Notebook page: where the valence electrons of rock-salt PbS sit

The question for this page is whether four projections of the filled states of PbS, together with electron counting and the sizes of free-atom orbitals, fix the other two. The data come from one all-electron local-density run without spin-orbit coupling.

FLEUR MaX-R8.1 (patched build s14), all-electron LAPW calculation of rock-salt PbS with the BH local-density functional, collinear spins, total spin moment fixed at 0.5 μB, no spin-orbit coupling and an 8×8×8 k mesh. Projections cover states from −12 eV up to the listed Fermi energy, which is the zero of the levels. Sphere radii are 2.66 bohr for Pb (MT:1) and 2.22 bohr for S (MT:2).

```
projection name  projection electrons (e)  projection band centre (eV)
            INT                         ?                            ?
          MT:1s                         ?                            ?
          MT:1p                     0.260                       -2.630
          MT:1d                     0.060                       -5.340
          MT:2s                     0.660                      -10.650
          MT:2p                     1.390                       -1.980
```

Reading the rows

The method divides the cell into a sphere round each atom and the interstitial space between the spheres, INT. MT:1 and MT:2 are the spheres; from the listing order and the level positions I take them as Pb and S. The letter s, p or d is the angular shape of the wave function about the centre of that sphere. "Projection electrons" is the filled charge of that kind between −12 eV and the Fermi energy, and "projection band centre" is its mean energy, weighted by charge. The spheres leave 65 % of the cell to the interstitial, so a sphere count depends on the chosen radius and is no ionic charge.

Pb brings 6s² 6p² and S brings 3s² 3p⁴. In the non-magnetic ground state, which I assume for the forecasts, these ten electrons fill five bands: one mainly S 3s, one mainly Pb 6s, three mainly S 3p. The four known rows add up to only 2.37 e. An S p count of 1.39 e would be very low for bands that hold six electrons and are centred on sulfur, but it is natural for three. My working inference is that the counts refer to one spin direction, so that all projections together approach 5.

The small Pb rows are not shells of their own. An S orbital reaches into the neighbouring Pb sphere, and its tail, expanded about the Pb nucleus, has s, p and d parts. The Pb 5d shell lies well below the window, so theory reads the 0.06 e of Pb d mostly as such tails. Pb p likewise is tail plus bonding admixture in the S 3p bands, since the bulk of Pb 6p belongs to the empty conduction band.

How much of a shell fits in its sphere

Take the radial density of a shell as a Slater form with effective quantum number n* and exponent ζ. Its mean radius and the fraction f inside a sphere of radius R follow by integration, with P the regularised incomplete gamma function:

ρ(r) ∝ r^(2n*) exp(−2ζr)

⟨r⟩ = (2n* + 1) / 2ζ

f = P(2n* + 1, 2ζR)

The only input besides R is ⟨r⟩, for which I use rough recalled free-atom values: 1.7 bohr for S 3s, 2.1 for S 3p, 2.4 for Pb 6s and 3.4 for Pb 6p. They were not adjusted to the table. What matters is the ratio R/⟨r⟩: a shell whose mean radius lies inside the sphere keeps more than half its charge there, and one whose mean radius lies well outside keeps much less.

Pb 6s is smaller than 6p even without relativity, because an s electron penetrates to the nucleus, where the screening is weak. Its speed there is also high, and the relativistic mass increase pulls the 6s shell further inward and downward in energy. The 6p shell, averaged over its spin-orbit partners as in this run, gains little from this. So 6s should behave as a filled, fairly compact shell, with a sphere count far above that of Pb p.

The model count is f times the occupation per spin, and it can be checked on S s, S p and Pb p. With neutral-atom occupations (one, two and one electron) the root-mean-square misfit over these three rows is 0.13 e. The same occupations doubled, as for both spins, give 0.83 e, and the ionic picture Pb²⁺S²⁻ for one spin gives 0.30 e. The numbers thus clearly favour one spin. Between neutral and ionic they decide little, because the ionic model puts no charge in Pb p and so leaves out the sulfur tails there. I keep the neutral occupations and adopt 0.13 e as the error bar of a sphere count. Three rows are a thin basis for a bar.

The misfits have a pattern. S p lies 0.17 e above the neutral value and 0.43 e below the ionic one, the direction that a partial transfer of charge to sulfur would give. S s lies 0.15 e below the model, and its centre is only 1.35 eV above the lower edge of the window. My guess, to be checked after the reveal, is that part of the S 3s band falls below −12 eV and goes uncounted.

What a centre means

A centre is not the position of a band. Two pendulums of unequal length joined by a spring make this clear. The coupling produces two normal modes, neither at the frequency of a single pendulum. Yet if the squared mode frequencies are averaged, each weighted by its share on the first pendulum, the result is that pendulum's own value with the second held still, however the modes have split. For two orbitals a and b with levels ε_a, ε_b, mixed into states of energy E_n with amplitudes c_an, the same identity reads

Σ_n |c_an|² E_n = ε_a

Mixing therefore spreads an orbital over several bands without moving its centre, provided that every state in which it appears is counted. Pb 6s mixes with S 3p into a bonding band below and antibonding states near the top of the valence band, and theory puts both among the filled states. Its centre should then sit near the on-site 6s level, above the band usually called Pb 6s. Pb p is the opposite case: only its low, bonding fringe is filled, and the table shows it 0.65 eV below S p although the 6p level itself lies higher.

The analogy holds for orthogonal orbitals and a complete sum over states. A sphere projection also collects tails of neighbours, the sum stops at the Fermi energy and at −12 eV, and pendulums have no filling at all. The identity is thus a guide here and not an exact rule.

Forecast for MT:1s, worked in full

This row enters none of the comparisons above. With n* = 4.2 and the Pb sphere radius:

2ζ = 9.4 / 2.4 = 3.92 per bohr

2ζR = 3.92 × 2.66 = 10.4

f = P(9.4, 10.4) = 0.67

The value is sensible, because the sphere reaches only a little beyond the mean radius, by about a third of the width of the shell. To this I add S tails of s shape, guessed to be as large as the Pb d row:

count = 0.67 + 0.06 = 0.73 ± 0.13 e

For the centre I place Pb 6s between the two sulfur centres in the proportion of the free-atom levels, roughly −17 eV for S 3s, −7.1 eV for S 3p and −12 eV for Pb 6s (rough recalled values):

w = (12 − 7.1) / (17 − 7.1) = 0.49

centre = −1.98 − w × 8.67 ≈ −6.3 eV

Shifting the atomic spacing from S s alone gives −5.65 eV, and from S p alone −6.88 eV. Half of that spread, combined in quadrature with 0.5 eV for the roughness of the recalled levels, makes a bar of 0.8 eV. The interpolation assumes that crystal potential and charge transfer do not move Pb much against S, since they act in opposite directions.

Forecast for INT

The interstitial holds what the spheres do not. From 5 I subtract the known rows, the Pb s forecast, an allowance for S d, Pb f and higher channels (again guessed equal to Pb d) and the states lost below the window. The S s deficit, 1 − 0.66/0.81, suggests a loss of up to 0.18 e; I take half of it, with the other half as bar.

count = 5 − 2.37 − 0.73 − 0.06 − 0.09 = 1.75 e

bar = √(0.13² + 0.09² + 0.06²) = 0.17 e

The centre is the weighted mean of what each group of bands leaves outside its own rows. That is 1 − 0.09 − 0.66 = 0.25 e from S s, 1 − 0.73 = 0.27 e from Pb s and 3 − 1.39 − 0.26 = 1.35 e from the p bands, less the d and higher channels. The p part is placed at the Pb p centre, on the argument that bonding states pile charge between the atoms while the states at the top of the valence band stay on sulfur.

centre = [0.25(−10.65) + 0.27(−6.27) + 1.35(−2.63) − 0.12(−5.34)] / 1.75 = −4.15 eV

Varying the Pb s count, the Pb s centre, the window loss and the energy of the p part in turn gives 0.63 eV in quadrature; value and bar are rounded outward below. The two counts share one sum rule and are not independent forecasts.

The forecasts, per spin, are these. MT:1s: 0.73 ± 0.13 e at −6.3 ± 0.8 eV, nearly filled, far above Pb p in count and centred between S s and S p. INT: 1.75 ± 0.17 e at −4.2 ± 0.7 eV, the largest row, centred between Pb p and Pb s. All six rows should sum to slightly under 5, and a sum near 10 would refute the one-spin reading.

The withheld rows as computed:

```
projection name  projection electrons (e)  projection band centre (eV)
            INT                     1.560                       -4.020
          MT:1s                     0.700                       -6.310
```

Hits

The Pb s count is 0.70 e, which is 0.03 e under the forecast and 2.7 times the Pb p count. The picture of a compact, filled 6s shell beside a diffuse, mostly empty 6p shell fits the table. The value lies midway between the bare free-atom fraction and the fraction with tails added, so this row does not decide whether the tail term was needed. The k mesh and cutoffs are usual working values, not converged limits, which is another reason to read little into 0.03 e.

The Pb s centre is −6.31 eV, halfway from S p to S s and 0.04 eV below the unrounded forecast. That closeness is finer than the method deserves: an error of 0.5 eV in the recalled Pb level alone would move the forecast by about 0.4 eV. The interpolation also leans on two biased anchors, since a window cut would raise the S s centre, and leaving out the S p states above the listed Fermi energy lowers the S p centre. What the hit supports is the coarse statement that a filled shell keeps its centre near its own level.

The INT centre is −4.02 eV, well inside its range and between Pb p and Pb s as forecast. INT is also the largest row. It holds 34 % of the charge of the six rows in 65 % of the volume, so even the valence charge is denser inside the spheres than between them. The six rows sum to 4.63 e, near 5 and far from 10. The run's total sphere charges, which cover both spins, confirm both the one-spin reading and the assignment of the spheres: halved, they give 1.42 e for S p, close to the 1.39 e listed for MT:2p.

The miss

The INT count is 1.56 e, which is 0.19 e below the forecast and just outside the lower end of the range, 1.58 e. Relative to the computed value the error is 12 %. "Slightly under 5" also understated the shortfall of the sum, which is 0.37 e where 0.15 e was allowed. These are one miss seen twice, because INT was obtained by difference and inherits every error in the allowances.

The Pb s forecast is not the source. Repeating the subtraction with the computed Pb s row gives 1.78 e at −4.19 eV, and the excess over the computed count grows to 0.22 e. The total sphere charges, halved to give the mean of the two spins, test the allowances. For S s they give 0.79 e, against 0.66 e in the table, so the free-atom fraction was good and the missing S s charge does lie below −12 eV. Taking the whole deficit as lost instead of half recovers 0.09 e of the excess. The higher channels cannot supply the rest: S d, S f and Pb f together hold only 0.03 e per spin, less than the 0.06 e that I allowed.

The larger error is most likely in the starting number, 5. This run does not describe the non-magnetic ground state of PbS. Its total spin moment was held at 0.5 μB, which makes it metallic and gives the two spins different numbers of valence electrons:

(10 ± 0.5) / 2 = 5.25 or 4.75 e

The projections belong to the first spin, which has the lower eigenvalues and is the majority, with 5.25 e. Its sum is low all the same, because a fixed moment gives each spin its own Fermi level, and the counting stops at the minority level. If the two spins had the same bands, 4.75 e of the majority would lie below that level; as the majority bands lie lower, the true number should be somewhat larger. Starting from 4.75 e lowers the INT forecast by 0.25 e, enough to remove the excess. With the full window loss as well, the forecast would end about 0.1 e too low. The lower majority bands work against that by an amount not determined here, so the account closes only roughly.

The majority electrons left out, up to 0.5 e, sit at the top of the valence band and the bottom of the conduction band. Pb 6s has antibonding weight at the top of the valence band, so the Pb s row misses a little of a shell that is full in this spin. It is a slightly less clean test of a filled shell than the forecast assumed.

Using the rule

The steps carry over as a recipe. Count the valence electrons of the listed spin up to the energy where the listing stops, which under a fixed moment need not be that spin's own Fermi level; compare each shell's mean radius with its sphere radius to get the count; place the centre of a filled shell near its own level and that of a mostly empty shell inside its neighbour's band. By the formula for f, a larger Pb sphere would move charge from INT into the Pb rows with no change in the bonding, so counts from runs with different radii should not be set side by side. In this one case the sphere count and both centres came within their bars, and the count obtained by difference did not. Among the valence shells, spin-orbit coupling would act chiefly on Pb 6p, so the Pb p row, and the p part of the interstitial centre that was tied to it, are the entries most exposed to its neglect.
